\section{The steric factor from partition functions per degree of freedom}

Hard-sphere collision theory treats two reactants as structureless spheres, and the steric factor $P$ is the number by which its rate constant must be multiplied when they have internal structure. Conventional transition-state theory (TST; Eyring, and Evans and Polanyi, 1935) gives $P$ as a ratio of partition functions. We derive that ratio and reduce it to $P\approx(q_{\rm v}/q_{\rm r})^{n}$, where $n$ is the number of free rotations that become vibrations at the transition state.

\subsection{Premises and conventions}

The reaction is ${\rm A}+{\rm B}\to$ products with ${\rm A}\neq{\rm B}$, and $k$ is defined by $-dc_{\rm A}/dt=k\,c_{\rm A}c_{\rm B}$, with number densities $c$ in m$^{-3}$ and $k$ in m$^3$\,s$^{-1}$; multiplication by the Avogadro constant $N_{\rm Av}$ gives the molar value. We write $\beta=1/k_{\rm B}T$.
\begin{enumerate}
\item The nuclei move on one Born--Oppenheimer surface, and the gas is ideal.
\item The reactants keep a Boltzmann distribution while they react.
\item A dividing surface $s=0$ passes through the saddle point, and each trajectory crossing it towards products does so once and began as reactants.
\item At $s=0$ the motion along $s$ is classical and separable, with kinetic energy $p_s^2/2m_s$.
\item All other motions are free translations, classical rigid rotations and harmonic vibrations.
\end{enumerate}
Each partition function is counted from the zero-point level of its species, so the threshold $E_0$ contains the difference of zero-point energies. $Q$ denotes a partition function per unit volume and $q$ a dimensionless internal one.

\subsection{The TST rate constant}

Place one A and one B in a volume $V$. By premise 2 the phase-space density is $e^{-\beta H}$ normalised to the reactant partition function $V^2Q_{\rm A}Q_{\rm B}$. By premise 3 the reaction probability per unit time is the one-way flux through $s=0$, the average of $\delta(s)\,\dot s$ over $\dot s>0$. By premise 4 the pair $(s,p_s)$, with measure $ds\,dp_s/h$, factors out:
\begin{equation}
\frac1h\int_0^\infty dp_s\,\frac{p_s}{m_s}\,e^{-\beta p_s^2/2m_s}=\frac{k_{\rm B}T}{h}.
\end{equation}
The remaining variables give the partition function of the complex confined to the surface. With classical factors replaced by sums over states where needed, it is $VQ^\ddagger e^{-\beta E_0}$, the volume coming from the centre of mass. The rate for one pair is $(k_{\rm B}T/h)\,Q^\ddagger e^{-\beta E_0}/(VQ_{\rm A}Q_{\rm B})$. There are $c_{\rm A}c_{\rm B}V^2$ independent pairs, and division of the total rate by $V$ gives
\begin{equation}
k_{\rm TST}=\frac{k_{\rm B}T}{h}\,\frac{Q^\ddagger}{Q_{\rm A}Q_{\rm B}}\,e^{-\beta E_0}.
\label{eq:tst}
\end{equation}

By premise 5, $Q=Q_{\rm tr}\,g\,q_{\rm vib}\,q_{\rm rot}/\sigma$, with electronic degeneracy $g$ and rotational symmetry number $\sigma$, which we keep outside $q_{\rm rot}$. The translational and vibrational factors are
\begin{equation}
Q_{\rm tr}=\left(\frac{2\pi mk_{\rm B}T}{h^2}\right)^{3/2},\qquad
q_{\rm vib}=\prod_j\frac{1}{1-e^{-x_j}},\qquad x_j=\frac{h\nu_j}{k_{\rm B}T},
\end{equation}
the first from three Gaussian momentum integrals and the second from the geometric series $\sum_v e^{-vx_j}$. A classical rotor contributes its angular volume times one Gaussian integral $(2\pi I_ik_{\rm B}T)^{1/2}/h$ for each component of angular momentum about a principal axis. The angular volume is $4\pi$ for a linear body and $8\pi^2$ (the Euler angles with weight $\sin\theta$) for a nonlinear one. With rotational constants $B_i=h/8\pi^2I_i$ in Hz,
\begin{equation}
q_{\rm rot}^{\rm lin}=\frac{8\pi^2Ik_{\rm B}T}{h^2}=\frac{k_{\rm B}T}{hB},\qquad
q_{\rm rot}^{\rm nl}=\sqrt{\frac{\pi}{B_aB_bB_c}}\left(\frac{k_{\rm B}T}{h}\right)^{3/2}.
\label{eq:rot}
\end{equation}
An atom has $q_{\rm rot}=1$. Each rotational degree of freedom brings a factor $T^{1/2}$.

\subsection{Collision theory as TST for two atoms}

In the line-of-centres model two spheres touch at separation $d$. For relative energy $E$ and impact parameter $b$, the kinetic energy along the line of centres at contact is $E(1-b^2/d^2)$, and reaction is assumed when it exceeds $E_0$. The cross section is $\pi d^2(1-E_0/E)$ for $E>E_0$. Averaging speed times cross section over the Maxwell distribution for the reduced mass $\mu=m_{\rm A}m_{\rm B}/(m_{\rm A}+m_{\rm B})$ gives
\begin{equation}
k_{\rm coll}=\sqrt{\frac{8\beta^3}{\pi\mu}}\;\pi d^2\int_{E_0}^\infty (E-E_0)\,e^{-\beta E}\,dE=Z\,e^{-\beta E_0},\qquad
Z=\pi d^2\sqrt{\frac{8k_{\rm B}T}{\pi\mu}},
\label{eq:coll}
\end{equation}
since the integral equals $\beta^{-2}e^{-\beta E_0}$.

Now apply Eq.~(\ref{eq:tst}) to two structureless particles with the dividing surface at separation $d$. The complex is a dumbbell of mass $m_{\rm A}+m_{\rm B}$ and moment of inertia $\mu d^2$. Its only stretch is the reaction coordinate, so it has no vibration. The translational factors combine to
\begin{equation}
\frac{Q_{\rm tr}^\ddagger}{Q_{\rm tr,A}Q_{\rm tr,B}}=\left(\frac{h^2}{2\pi\mu k_{\rm B}T}\right)^{3/2},
\label{eq:tr}
\end{equation}
and with $q_d=8\pi^2\mu d^2k_{\rm B}T/h^2$
\begin{equation}
\frac{k_{\rm B}T}{h}\,q_d\left(\frac{h^2}{2\pi\mu k_{\rm B}T}\right)^{3/2}=d^2\sqrt{\frac{8\pi k_{\rm B}T}{\mu}}=Z.
\label{eq:Z}
\end{equation}
Collision theory is thus the TST of a rigid dumbbell, and the collision factor $Z$ contains two rotational degrees of freedom, those of the line of centres.

\subsection{The steric factor as a ratio of partition functions}

Define $P=k_{\rm TST}/k_{\rm coll}$ with the same $E_0$ in both. Equation~(\ref{eq:tr}) involves total masses only and holds for molecules as for atoms. Dividing Eq.~(\ref{eq:tst}) by the left side of Eq.~(\ref{eq:Z}) times $e^{-\beta E_0}$ removes the translations without approximation:
\begin{equation}
P=S\;\frac{q^\ddagger_{\rm rot}}{q_{\rm rot,A}\,q_{\rm rot,B}\,q_d}\;\frac{q^\ddagger_{\rm vib}}{q_{\rm vib,A}\,q_{\rm vib,B}},\qquad
S=\frac{g^\ddagger}{g_{\rm A}g_{\rm B}}\,\frac{\sigma_{\rm A}\sigma_{\rm B}}{\sigma^\ddagger}.
\label{eq:P}
\end{equation}
A chiral transition state reached from achiral reactants comes as two mirror images and doubles $S$. Because $q_d\propto d^2$ and $Z\propto d^2$, the product $PZ$ is independent of $d$, while $P$ alone scales as $d^{-2}$ and is defined only when $d$ is stated.

\subsection{Counting degrees of freedom}

Let species X have $N_{\rm X}$ atoms and $r_{\rm X}$ rotations, with $r=0$, 2 or 3 for an atom, a linear and a nonlinear body. Of its $3N_{\rm X}$ coordinates three are translations, so a reactant has $v_{\rm X}=3N_{\rm X}-3-r_{\rm X}$ vibrations. The complex gives up one more coordinate to $s$, and $v^\ddagger=3(N_{\rm A}+N_{\rm B})-4-r^\ddagger$. The number of new vibrations is
\begin{equation}
n=v^\ddagger-v_{\rm A}-v_{\rm B}=2+r_{\rm A}+r_{\rm B}-r^\ddagger .
\label{eq:n}
\end{equation}
The rotational ratio in Eq.~(\ref{eq:P}) has $r^\ddagger$ degrees of freedom in the numerator and $r_{\rm A}+r_{\rm B}+2$ in the denominator, a net power of $-n$. The two counts agree because molecules and spheres share the same translations and the same single reaction coordinate, so each rotation lost must reappear as a vibration. If every rotational degree of freedom is given one typical value $q_{\rm r}$ and every vibration one typical value $q_{\rm v}$, Eq.~(\ref{eq:P}) becomes
\begin{equation}
P\approx S\left(\frac{q_{\rm v}}{q_{\rm r}}\right)^{n},
\label{eq:result}
\end{equation}
and $P\approx(q_{\rm v}/q_{\rm r})^n$ when $S$ is of order one. The exponents are:
\begin{center}
\begin{tabular}{llcccc}
\hline
Reactants & Complex & $r_{\rm A}$ & $r_{\rm B}$ & $r^\ddagger$ & $n$\\
\hline
atom + atom & linear & 0 & 0 & 2 & 0\\
atom + linear & bent & 0 & 2 & 3 & 1\\
atom + linear & linear & 0 & 2 & 2 & 2\\
atom + nonlinear & nonlinear & 0 & 3 & 3 & 2\\
linear + linear & nonlinear & 2 & 2 & 3 & 3\\
linear + linear & linear & 2 & 2 & 2 & 4\\
linear + nonlinear & nonlinear & 2 & 3 & 3 & 4\\
nonlinear + nonlinear & nonlinear & 3 & 3 & 3 & 5\\
\hline
\end{tabular}
\end{center}
Diatoms belong to the linear class. The exponent does not depend on the number of atoms, and it cannot exceed five for a nonlinear complex. For such a complex $n$ is the number of angles that fix the relative orientation of the fragments: two for the line of centres, plus $r_{\rm A}+r_{\rm B}$, less three for the rotation of the whole. A linear complex lacks rotation about its axis, which is absorbed into the doubly degenerate bends, and $n$ is larger by one.

The replacement by typical values can be made precise. Split the vibrations of the complex into $n$ transitional modes, which correlate with the lost rotations, and $v_{\rm A}+v_{\rm B}$ conserved modes, and define for $n>0$
\begin{equation}
q_{\rm r}^{\,n}=\frac{q_{\rm rot,A}\,q_{\rm rot,B}\,q_d}{q^\ddagger_{\rm rot}},\qquad
q_{\rm v}^{\,n}=\prod_{j=1}^{n}\frac{1}{1-e^{-x_j}},\qquad
C=\frac{q^\ddagger_{\rm cons}}{q_{\rm vib,A}\,q_{\rm vib,B}}.
\label{eq:eff}
\end{equation}
Then $P=SC\,(q_{\rm v}/q_{\rm r})^n$ is a rewriting of Eq.~(\ref{eq:P}), and Eq.~(\ref{eq:result}) rests on the single further assumption $C=1$, that the conserved modes keep their frequencies. The $q_{\rm v}$ that matters belongs to the soft transitional modes and is larger than the value near one that a stiff bond stretch has.

\subsection{Why the ratio measures an angle}

Take an atom A and a diatom BC of moment $I_1$, with a collinear complex whose reaction coordinate is the distance from A to the centre of mass of BC, fixed at $R^\ddagger$. Let $I_2=\mu R^{\ddagger2}$, let $\gamma$ be the angle between the BC axis and the line of centres, and let the potential be $\kappa(1-\cos\gamma)\approx\kappa\gamma^2/2$, with A able to react at one end only. In a plane containing the axis, small tilts $\theta_1,\theta_2$ of the two directions have kinetic energy $\tfrac12I_1\dot\theta_1^2+\tfrac12I_2\dot\theta_2^2$ and potential $\tfrac12\kappa(\theta_1-\theta_2)^2$. The secular equation $(\kappa-\omega^2I_1)(\kappa-\omega^2I_2)-\kappa^2=0$ has the root $\omega=0$, the overall rotation with moment $I_1+I_2$, and
\begin{equation}
\omega^2=\kappa\,\frac{I_1+I_2}{I_1I_2},
\end{equation}
the bend, which occurs once in each of two perpendicular planes. For $\hbar\omega\ll k_{\rm B}T$ each bend contributes $k_{\rm B}T/\hbar\omega$, and a linear rotor contributes $2Ik_{\rm B}T/\hbar^2$ by Eq.~(\ref{eq:rot}). With $S=C=1$, Eq.~(\ref{eq:P}) gives
\begin{equation}
P=\frac{I_1+I_2}{I_1\,\mu d^2}\,\frac{\hbar^2}{2k_{\rm B}T}\,\frac{(k_{\rm B}T)^2I_1I_2}{\hbar^2\kappa\,(I_1+I_2)}=\left(\frac{R^\ddagger}{d}\right)^2\frac{k_{\rm B}T}{2\kappa}.
\label{eq:cone}
\end{equation}
Masses and $\hbar$ have dropped out. The factor $k_{\rm B}T/2\kappa$ is the solid angle $\int_0^\infty e^{-\beta\kappa\gamma^2/2}\,2\pi\gamma\,d\gamma=2\pi k_{\rm B}T/\kappa$ divided by $4\pi$. In the classical limit $(q_{\rm v}/q_{\rm r})^2$ is therefore the thermally accessible fraction of orientations, times a ratio of areas. At fixed $R^\ddagger$ and rigid BC the kinetic energy of the two directions does not depend on $\gamma$, so the classical fraction for the full potential is the angular average
\begin{equation}
\frac12\int_0^\pi e^{-\beta\kappa(1-\cos\gamma)}\sin\gamma\,d\gamma=\frac{1-e^{-2\beta\kappa}}{2\beta\kappa}.
\label{eq:hind}
\end{equation}
It reduces to the harmonic value for $\kappa\gg k_{\rm B}T$ and tends to one as $\kappa\to0$, where the harmonic value diverges.

\subsection{Temperature dependence and the Arrhenius prefactor}

An empirical steric factor is formed from Arrhenius prefactors and differs from $P$. Write $k=G(T)e^{-\beta E_0}$ and $m=d\ln G/d\ln T$. The definitions $E_{\rm a}=k_{\rm B}T^2\,d\ln k/dT$ and $k=\mathcal A\,e^{-\beta E_{\rm a}}$ give $E_{\rm a}=E_0+mk_{\rm B}T$ and $\mathcal A=G\,e^{m}$. For collision theory $G=Z$ and $m=\tfrac12$, so $\mathcal A_{\rm coll}=Z\,e^{1/2}$. For TST $G=PZ$. Since $q_{\rm r}\propto T^{1/2}$ and $d\ln(1-e^{-x})^{-1}/d\ln T=x/(e^x-1)$, we have for $C=1$
\begin{equation}
P_{\mathcal A}\equiv\frac{\mathcal A_{\rm TST}}{\mathcal A_{\rm coll}}=P\,e^{\lambda},\qquad
\lambda=\frac{d\ln P}{d\ln T}=-\frac n2+\sum_{j=1}^n\frac{x_j}{e^{x_j}-1}.
\label{eq:PA}
\end{equation}
The exponent $\lambda$ runs from $-n/2$ for frozen transitional modes to $+n/2$ for classical ones, the latter as in Eq.~(\ref{eq:cone}), where $n=2$ and $P\propto T$. For equal frequencies it vanishes where $x/(e^x-1)=\tfrac12$, at $x=1.26$, and $P$ has its minimum in temperature there.

\subsection{Range of validity}

Equation~(\ref{eq:P}) holds under the five premises. Recrossing makes the true classical rate smaller than $k_{\rm TST}$, and tunnelling along $s$ makes the quantum rate larger; neither is contained in $P$. The classical rotor needs $hB_i\ll k_{\rm B}T$, which is least well met by H$_2$ and light hydrides at low temperature. The harmonic treatment needs a tight transition state, whose transitional modes have angular barriers well above $k_{\rm B}T$. For a loose or barrierless transition state Eq.~(\ref{eq:hind}) shows that the angular factor saturates at one, and the position of the dividing surface must be found variationally.

Equation~(\ref{eq:result}) adds $C=1$. The factor $C$ is a product over all conserved modes, so small changes accumulate in large molecules, and a single torsion that stiffens can change it by a factor of two. If $q_{\rm r}$ is guessed and not taken from Eq.~(\ref{eq:eff}), a relative error in it is multiplied by $n$. The same holds for the transitional frequencies, since scaling them all together gives $d\ln P/d\ln\nu=-\sum_jx_j/(e^{x_j}-1)$. Several populated conformers of a reactant must be summed in $Q_{\rm A}Q_{\rm B}$, and parallel transition states add their rates. The rule gives the order of magnitude of $P$ and its trend with $n$. The trend is reliable only among reactions with similar $q_{\rm v}/q_{\rm r}$ and $S$.

\subsection{Illustration: ethylene and butadiene at 800 K}

We model the addition of ethylene (A) to 1,3-butadiene (B) as a concerted reaction through one saddle point of $C_s$ symmetry. Both reactants are nonlinear, with 6 and 10 atoms and hence 12 and 24 vibrations. The complex has 16 atoms and 41 vibrations, and $n=41-36=5$.

The inputs are approximate. The masses are 28.05 and 54.09 u. The rotational constants in GHz are about (146, 30.0, 24.8) for ethylene and (41.7, 4.43, 4.01) for s-trans butadiene. For the complex we assume (4.5, 3.3, 2.2), and we assume a collision diameter $d=0.47$ nm and one frequency, $\nu=12$ THz, for all five transitional modes. All species are singlets, and $\sigma=4$, 2 and 1 follow from the point groups $D_{2h}$, $C_{2h}$ and $C_s$, so $S=8$. This is the number of equivalent approaches: two faces of the diene, two faces of ethylene, and two ways of pairing the ends.

At 800 K, $k_{\rm B}T/h=16.67$ THz. The largest rotational constant gives $hB/k_{\rm B}T=0.0088$, so the classical rotor is adequate. The reduced mass is 18.47 u and the dumbbell has $B=h/8\pi^2\mu d^2=1.239$ GHz. Equation~(\ref{eq:rot}) gives the following values, in which the fourth figure only protects the later arithmetic against rounding:
\begin{center}
\begin{tabular}{lccc}
\hline
Rotor & $r$ & $q_{\rm rot}$ & $q_{\rm rot}^{1/r}$\\
\hline
ethylene & 3 & $1.157\times10^4$ & 22.6\\
butadiene & 3 & $1.402\times10^5$ & 51.9\\
dumbbell & 2 & $1.346\times10^4$ & 116\\
complex & 3 & $6.674\times10^5$ & 87.4\\
\hline
\end{tabular}
\end{center}
The values per degree of freedom spread over a factor of five, so the typical value has to come from Eq.~(\ref{eq:eff}): $q_{\rm r}^{-5}=3.06\times10^{-8}$ and $q_{\rm r}=31.8$. For the vibrations $x=0.720$ and $q_{\rm v}=1.95$. Hence
\begin{equation}
\frac{q_{\rm v}}{q_{\rm r}}=0.0612,\qquad \left(\frac{q_{\rm v}}{q_{\rm r}}\right)^5=8.6\times10^{-7},\qquad P=6.9\times10^{-6}.
\end{equation}
The symmetry factor is worth almost a decade here and cannot be dropped. Equation~(\ref{eq:PA}) gives $\lambda=0.91$, $e^\lambda=2.5$ and $P_{\mathcal A}=1.7\times10^{-5}$. The mean relative speed is 958 m\,s$^{-1}$, so $N_{\rm Av}Z=4.0\times10^8$ and $N_{\rm Av}\mathcal A_{\rm coll}=6.6\times10^8$ m$^3$\,mol$^{-1}$\,s$^{-1}$, and the model's prefactor is $1.1\times10^4$ m$^3$\,mol$^{-1}$\,s$^{-1}$.

The assumed frequency is the most influential input, with $d\ln P/d\ln\nu=-3.4$ at 12 THz:
\begin{center}
\begin{tabular}{ccccc}
\hline
$\nu$/THz & $x$ & $q_{\rm v}$ & $P$ & $P_{\mathcal A}$\\
\hline
6 & 0.360 & 3.31 & $9.7\times10^{-5}$ & $5.1\times10^{-4}$\\
9 & 0.540 & 2.40 & $1.9\times10^{-5}$ & $6.9\times10^{-5}$\\
12 & 0.720 & 1.95 & $6.9\times10^{-6}$ & $1.7\times10^{-5}$\\
18 & 1.080 & 1.51 & $1.9\times10^{-6}$ & $2.6\times10^{-6}$\\
\hline
\end{tabular}
\end{center}

The neglected factors have the following sizes. Butadiene has two mirror-image gauche conformers, typically about $\varepsilon=12$ kJ\,mol$^{-1}$ above s-trans. If each has the same internal partition function as s-trans, $Q_{\rm B}$ is multiplied by $f=1+2e^{-y}$ with $y=\varepsilon/RT=1.80$, so $f=1.33$ and $P$ falls to $5.2\times10^{-6}$. The exponent $\lambda$ falls by $d\ln f/d\ln T=2ye^{-y}/f=0.45$, and $P_{\mathcal A}$ is multiplied by 0.48, which gives $P_{\mathcal A}=8.2\times10^{-6}$ and a prefactor of $5.4\times10^3$ m$^3$\,mol$^{-1}$\,s$^{-1}$. The torsion about the central bond of butadiene, at approximately 4.9 THz, has a partition function of 3.93; if it stiffened to 12 THz in the complex it would contribute 0.50 to $C$. In the other direction, an average rise of 2 per cent in each of the 36 conserved factors would contribute 2.0. Tunnelling is minor: for a typical imaginary frequency of magnitude $\nu^\ddagger=16$ THz the leading (Wigner) correction, quoted here without derivation, is $1+(h\nu^\ddagger/k_{\rm B}T)^2/24=1.04$.

With these uncertainties only the order of magnitude is significant. The model's steric factor at 800 K is about $10^{-5}$ on either definition, which expresses the need to fix five relative angles at once. As a matter of typical knowledge, prefactors for this addition near 800 K are roughly $3\times10^4$ m$^3$\,mol$^{-1}$\,s$^{-1}$. The model with 12 THz, whose inputs were not adjusted to that figure, lies below it by a factor of about 3 without the conformer correction and about 6 with it, a gap comparable to the change between neighbouring rows of the frequency table.